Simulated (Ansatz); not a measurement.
Loss of HCl: how K changes with temperature for C2H3ClF2 ⇌ C2H2F2 + HCl

Gas-phase species: C2H3ClF2 (1-chloro-1,1-difluoroethane) `CC(F)(F)Cl`, singlet; C2H2F2 `C=C(F)F`, singlet; HCl (hydrogen chloride), singlet. This is a balance of energies; it says nothing on the path, which may need atoms to shift.

The electronic reaction energy at CCSD(T)/CBS estimate is +109.8 kJ/mol. Shapes: PBE0-D4/def2-TZVP. Programs: Ansatz 0.2.0. Enthalpy and entropy come from rigid-rotor, harmonic-oscillator sums on unscaled PBE0-D4/def2-TZVP wavenumbers, ideal gases at 1 bar. Symmetry numbers: C2H3ClF2 1, C2H2F2 2, HCl 1. R = 8.3145 J/(mol K).

| T (K) | ΔH (kJ/mol) | ΔS (J/(mol K)) |
| --- | --- | --- |
| 800 | +95.4 | +143.9 |
| 1100 | +92.9 | +141.3 |
| 1400 | ? | ? |

Task: Work out ln K at 800 and 1100 K, and from these estimate it at 1400 K.

Result: 
1. 800 K: ΔG = +95.4 − 800 × (+143.9)/1000 = -19.7 kJ/mol; ln K = −ΔG/RT = +2.96.
2. 1100 K: ΔG = +92.9 − 1100 × (+141.3)/1000 = -62.5 kJ/mol; ln K = −ΔG/RT = +6.83.
3. Slope against 1000/T: (+6.83 − (+2.96))/(0.9091 − 1.2500) = -11.35, that is −ΔH/R with ΔH near +94 kJ/mol.
4. 1400 K: ln K = +2.96 + (-11.35) × (0.7143 − 1.2500) = +9.04.

The full sums give ΔH = +89.9 kJ/mol, ΔS = +138.9 J/(mol K), ΔG = -104.6 kJ/mol and ln K = +8.99 at 1400 K, so the line is off by +0.05 in ln K; without rounding the miss is +0.07, from the change of ΔH with temperature. The products are favoured over this whole range. The number of molecules rises, which sets the sign of ΔS, and lower pressure favours the products. An error of 10 kJ/mol in the energy moves ln K by 0.9 at 1400 K. Soft modes are treated as harmonic, which can err either way at these temperatures; the lowest are those of C2H3ClF2 (246 cm⁻¹). Other reactions of these species are left aside. The CBS estimate extrapolates MP2 from def2-TZVPP and def2-QZVPP and adds CCSD(T) − MP2 in the triple-zeta set, cores frozen.

Loss of HCl is endothermic at every temperature listed, so entropy alone makes it favourable. The C–H and C–Cl σ bonds given up are together stronger than the H–Cl bond and the C=C π bond gained, but a second free molecule brings new translational and rotational freedom, and the TΔS term already outweighs the enthalpy at 800 K. The crossover to ln K = 0 therefore probably lies below the range studied.

The fall in ΔH from +95.4 to +89.9 kJ/mol has a related origin. Dissociation turns vibrations of the reactant into translations and rotations, which hold less heat per mode once the vibrations are well excited, so the reaction heat capacity is negative. The van 't Hoff plot thus flattens on heating, and a straight line drawn from the cooler points overshoots slightly at 1400 K. An energy error of 10 kJ/mol would weigh more heavily on ln K at 800 K than at 1400 K, yet would still not reverse its sign there.
